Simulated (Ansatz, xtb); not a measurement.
**C4H8F2: which of two isomers lies lower**

We compare a, `CC(C)C(F)F`, a singlet, with b, `CCCC(F)F`, a singlet. Both are isolated molecules in the gas phase, relaxed with PBE-D3(BJ)/def2-SVP; each stands in its lowest conformer found.

Quicker runs give these differences E(b) − E(a): GFN2-xTB +1.36 kcal/mol; HF/STO-3G +0.32 kcal/mol (at GFN2-xTB geometries); r2SCAN-D4/def2-SVP +1.76 kcal/mol (at GFN2-xTB geometries).

Q: Estimate E(b) − E(a) at the level CCSD(T)/def2-SVP + ΔMP2/def2-TZVPP.

A: Calculated at CCSD(T)/def2-SVP + ΔMP2/def2-TZVPP: E(b) − E(a) = +1.65 kcal/mol, so structure a lies lower.

How the difference moves with the method:

```json
{"level": "GFN2-xTB", "geometry": "GFN2-xTB", "E(b) − E(a) (kcal/mol)": "+1.36", "departure from the last row (kcal/mol)": "−0.28", "job, with rough time for the two": "optimisation, 0.15 s"}
{"level": "HF/STO-3G", "geometry": "GFN2-xTB", "E(b) − E(a) (kcal/mol)": "+0.32", "departure from the last row (kcal/mol)": "−1.32", "job, with rough time for the two": "single point, 0.64 s"}
{"level": "r2SCAN-D4/def2-SVP", "geometry": "GFN2-xTB", "E(b) − E(a) (kcal/mol)": "+1.76", "departure from the last row (kcal/mol)": "+0.11", "job, with rough time for the two": "single point, 4.2 s"}
{"level": "PBE-D3(BJ)/def2-SVP", "geometry": "PBE-D3(BJ)/def2-SVP", "E(b) − E(a) (kcal/mol)": "+1.36", "departure from the last row (kcal/mol)": "−0.28", "job, with rough time for the two": "optimisation, 23 s"}
{"level": "HF/def2-SVP", "geometry": "PBE-D3(BJ)/def2-SVP", "E(b) − E(a) (kcal/mol)": "+0.45", "departure from the last row (kcal/mol)": "−1.20", "job, with rough time for the two": "part of the CCSD(T) run"}
{"level": "MP2/def2-SVP", "geometry": "PBE-D3(BJ)/def2-SVP", "E(b) − E(a) (kcal/mol)": "+1.97", "departure from the last row (kcal/mol)": "+0.33", "job, with rough time for the two": "part of the CCSD(T) run"}
{"level": "CCSD(T)/def2-SVP", "geometry": "PBE-D3(BJ)/def2-SVP", "E(b) − E(a) (kcal/mol)": "+1.80", "departure from the last row (kcal/mol)": "+0.15", "job, with rough time for the two": "single point"}
{"level": "CCSD(T)/def2-SVP + ΔMP2/def2-TZVPP", "geometry": "PBE-D3(BJ)/def2-SVP", "E(b) − E(a) (kcal/mol)": "+1.65", "departure from the last row (kcal/mol)": "", "job, with rough time for the two": "single point, 73 s"}
```

As drawn, both hold the same kinds of bond in the same numbers. Structure a has 2 methyl groups, b 1.

HF/STO-3G, HF/def2-SVP find them nearly level. The largest departure from CCSD(T)/def2-SVP + ΔMP2/def2-TZVPP is that of HF/STO-3G, 1.32 kcal/mol. The last row adds to CCSD(T) the change of the MP2 difference between the two basis sets, here −0.15 kcal/mol.

With thermal terms from frequencies at re-optimised GFN2-xTB minima (ideal gas, soft modes damped towards free rotors, one conformer each, 298.15 K, 1 atm): the zero-point term adds +0.22 kcal/mol; ΔH is +1.82 and ΔG +1.56 kcal/mol.

The correlated steps freeze 6 core orbitals. Run with Ansatz 0.2.0, xtb 6.7.1; the last row on 2 threads of Intel(R) Xeon(R) Processor @ 2.70GHz on a shared host.

The branched isomer, 1,1-difluoro-2-methylpropane, lies below 1,1-difluorobutane at every level, but the preference is small. Both keep the CHF2 group intact, so the strong stabilisation from two fluorines on one carbon largely cancels, and what remains is essentially the familiar branching effect of alkanes. The branched skeleton has more 1,3 carbon–carbon contacts, where medium-range electron correlation is attractive.

The numbers fit this picture: in the same basis and at the same geometries, the difference grows from +0.45 kcal/mol with Hartree–Fock to +1.80 kcal/mol with CCSD(T), so most of the preference comes from correlation. MP2 overshoots slightly, probably because it overestimates these short-range pair correlations.

The thermal terms leave the order unchanged. The free-energy gap is a little smaller than the enthalpy gap, which suggests a slight entropic advantage for the more flexible straight chain. The ordering is purely thermodynamic and implies no easy interconversion, since that would require rearranging the carbon skeleton.
